The gap of this boron nitride crystal widens from the GGAs through the meta-GGAs to the hybrids. A GGA has one exchange potential for all orbitals, whereas the exact exchange in a hybrid attracts filled orbitals more than empty ones and so opens the gap. The two meta-GGAs lie in between, as is usual for their family. Among the hybrids, the amount of exact exchange, its reach and the functional it is mixed into all matter. HSE03, with 25% of it, gives a smaller gap than r2SCANh with only 10%, because it starts from a GGA and, very likely, because its exact exchange has a short reach.

Kohn-Sham DFT with ABINIT, Ansatz and GPAW, using the functional named in each row, for boron nitride (P6_3/mmc, 4-atom cell) at one fixed geometry. All runs are non-spin-polarized, without spin-orbit coupling, and use Fermi-Dirac smearing of 0.05 eV. The basis column gives the plane-wave cutoff, and gaps are read along a band path.

| method | rung | program | potentials | basis | k mesh | gap (eV) |
| --- | --- | --- | --- | --- | --- | --- |
| AM05 | GGA | ABINIT | JTH PAW PBE v2.0 | 707 eV | 12x12x4 4-atom cell | 4.178 |
| PW91 | GGA | ABINIT | JTH PAW PBE v2.0 | 707 eV | 12x12x4 4-atom cell | 4.251 |
| SOGGA | GGA | ABINIT | JTH PAW PBE v2.0 | 707 eV | 12x12x4 4-atom cell | 4.114 |
| rPW86PBE | GGA | ABINIT | JTH PAW PBE v2.0 | 707 eV | 12x12x4 4-atom cell | 4.281 |
| r2SCAN | meta-GGA | Ansatz | Ansatz PAW | 500 eV | 12x12x4 4-atom cell | 4.801 |
| rSCAN | meta-GGA | GPAW | GPAW PAW data sets (gpaw data 1.2.1) | 800 eV | 9x9x3 4-atom cell | 4.784 |
| HSE03 | hybrid | Ansatz | Ansatz PAW | 420 eV | 6x6x2 4-atom cell | 5.349 |
| r2SCAN0 | hybrid | Ansatz | Ansatz PAW | 500 eV | 6x6x2 4-atom cell | 6.690 |
| r2SCANh | hybrid | Ansatz | Ansatz PAW | 500 eV | 6x6x2 4-atom cell | 5.566 |

**What happens along the rungs**

The four GGA gaps lie within 0.17 eV of each other. The lowest meta-GGA gap stands 0.50 eV above the highest of them, and the lowest hybrid gap another 0.55 eV above the meta-GGAs. The rungs therefore keep their order without overlap. The hybrids alone, however, spread over 1.34 eV, so the word "hybrid" tells a user that the gap will be larger but not by how much.

The atoms sit at the same places in every row, so the differences come from the electronic calculation and not from a change of bond length or layer distance. The gap is the energy between the highest filled and the lowest empty orbital. In this crystal the filled edge belongs mainly to nitrogen and the empty edge mainly to boron. The question is how each method places these two edges.

**Why exact exchange opens the gap**

The filled orbitals of a crystal spread over many cells, but together they can be redrawn as local ones. An electron in such a local orbital is part of the charge density whose repulsion it feels, so it is partly repelled by itself. Exact exchange removes this self-repulsion. An electron placed in an empty orbital has no such share in the density, and exact exchange attracts it less. A GGA makes no such distinction: its exchange potential is built from the density and its derivatives at each point and is the same for every orbital.

When part of the density functional's exchange is replaced by exact exchange, the filled edge therefore gains attraction and sinks. The empty edge gives up more attraction than it gets back and rises. The band edges on the k meshes of the same calculations show both movements. From r2SCAN to r2SCAN0 the filled edge falls by 1.11 eV and the empty edge rises by 0.76 eV, each on the energy scale of the program, whose zero is taken to be the same in both runs.

**How large the effect is**

If the orbitals change little, the opening is proportional to the fraction replaced:

$$E_g(a) \approx E_g(0) + aS$$

Here $E_g$ is the gap, $a$ is the fraction of exact exchange, and $S$ is the opening that full replacement would give if the line held that far. The r2SCAN family tests this, because its three members have $a=0$, $0.10$ and $0.25$ with the same potentials and cutoff, though the two hybrids use a coarser k mesh. A line drawn through r2SCAN and r2SCAN0 rises by 1.889 eV over the whole interval. For r2SCANh, which was not used to draw it, the line gives

$$4.801 + \frac{0.10}{0.25}\times 1.889 = 5.557\ \text{eV}.$$

The calculation itself gives 5.566 eV. In this family each percent of exact exchange thus opens the gap by about 0.08 eV. The orbitals may still respond to it, since a response in proportion to $a$ changes the slope without bending the line.

**Why HSE03 breaks the pattern**

Judged by its fraction alone, HSE03 should stand beside r2SCAN0. It lies 1.34 eV lower. Two differences are at work: HSE03 is built on a GGA, PBE, and it uses exact exchange only between electrons that are close together.

PW91, a close relative of PBE, can stand in for the starting point. It lies 0.55 eV below r2SCAN, which accounts for the first part of the distance. The remaining 0.79 eV arises because the step from PW91 to HSE03 is smaller than the step from r2SCAN to r2SCAN0. This division is approximate, since PW91 was run in another program, HSE03 has a lower cutoff than r2SCAN0, the coarse k mesh may distort the gap of r2SCAN0 more than that of HSE03, and the same fraction need not open the gap equally from both starting points.

Theory names the short reach as the likely main cause of the smaller step. The long-range part of the repulsion, which HSE03 leaves to the density functional, has the form $e^2\,\mathrm{erf}(\omega r)/r$. Here $r$ is the distance between two electrons, $e^2$ sets the strength of their repulsion, and $\omega$ sets where the short range ends. This expression is never larger than $2\omega e^2/\sqrt{\pi}$. Suppose that the orbitals stay unchanged and that the density functional's own long-range exchange attracts the filled edge at least as strongly as the empty one. The opening lost by leaving out long-range exact exchange is then at most

$$\Delta E_{\max} = a\,\frac{2\omega e^2}{\sqrt{\pi}}.$$

With $a=0.25$ and the customary $\omega=0.3$ per ångström, this ceiling is about 1.2 eV. The missing 0.79 eV lies below it, so the short reach may explain all of it, but a ceiling cannot prove that it does. A clean measurement would need the same starting functional with and without the long-range part.

**Why the meta-GGAs lie in between**

A meta-GGA also uses the kinetic energy density, which is built from the orbitals. Its potential then acts on the slope of each orbital as well as on its value, and can shift filled and empty states by different amounts. Whether the gap widens depends on how the functional uses this freedom. Functionals of the SCAN family, such as the two here, usually give a somewhat wider gap than a GGA, though without the strong effect of exact exchange.

The table agrees with this order but does not isolate the cause, because the program changes along with the rung. It does offer one reassurance: rSCAN and r2SCAN, run in two different programs, agree within 0.02 eV. A program effect as large as the step of half an eV between the rungs therefore seems unlikely, but it is not excluded, since the GGAs were run in a third program.

**What to do about it**

- **Name the fraction, the reach and the starting functional.** "A hybrid gap" is too vague to compare with another result. Within the r2SCAN family an intermediate fraction can be estimated from the line: 15% should give about 5.9 eV at these settings.

- **Test the k mesh of the hybrids.** Unscreened exact exchange converges slowly with the mesh, and the mesh used here is coarse. An error that grows in proportion to the fraction would change the slope and still leave the line straight, so the good prediction for r2SCANh is no proof of convergence.

- **Read the gap along a band path.** For rSCAN the mesh gives 4.98 eV and the path 4.78 eV. Its mesh skips the point M, near which the empty edge of this crystal is known to lie. In the other rows the two readings agree within 0.05 eV.

- **Do not take the largest gap for the best one.** GGAs are known to make this gap too small, but adding exact exchange can overshoot. These are also orbital gaps for atoms at rest, and they are indirect: on the k mesh, the smallest direct gap is larger than the smallest gap of any kind in every row. A measured absorption edge should not be compared with them directly, because it also depends on the attraction between the excited electron and the hole it leaves.

The printed output below gives the steps between the rungs, the test of the line and the comparison of mesh and path.

The analysis program printed:

```
Spread of the four GGA gaps in eV: 0.167
Highest GGA to lowest meta-GGA in eV: 0.503
r2SCAN less rSCAN in eV: 0.017
Highest meta-GGA to lowest hybrid in eV: 0.548
Spread of the three hybrid gaps in eV: 1.341
Opening from r2SCAN to r2SCANh in eV: 0.765
Opening from r2SCAN to r2SCAN0 in eV: 1.889
Opening per percent of unscreened exact exchange in eV: 0.07556
r2SCANh gap predicted by the line through r2SCAN and r2SCAN0 in eV: 5.557
Prediction less computed r2SCANh gap in eV: -0.0094
Fall of the valence top from r2SCAN to r2SCAN0 in eV: 1.108
Rise of the conduction bottom from r2SCAN to r2SCAN0 in eV: 0.755
r2SCANh less HSE03 in eV: 0.217
r2SCAN0 less HSE03 in eV: 1.341
Part from the starting functional as r2SCAN less PW91 in eV: 0.55
Exchange step of HSE03 over PW91 in eV: 1.098
Part from the smaller exchange step in eV: 0.791
Ceiling for the opening lost by screening in eV: 1.219
Gap on the mesh against gap on the path:
       row  path gap eV  mesh gap eV  mesh less path eV
      AM05        4.178        4.222            0.04442
      PW91        4.251        4.284            0.03339
     SOGGA        4.114        4.149            0.03526
  rPW86PBE        4.281        4.325            0.04404
    r2SCAN        4.801        4.846              0.045
     rSCAN        4.784        4.978             0.1944
     HSE03        5.349        5.365            0.01601
   r2SCAN0         6.69        6.709            0.01927
   r2SCANh        5.566        5.583            0.01691
```
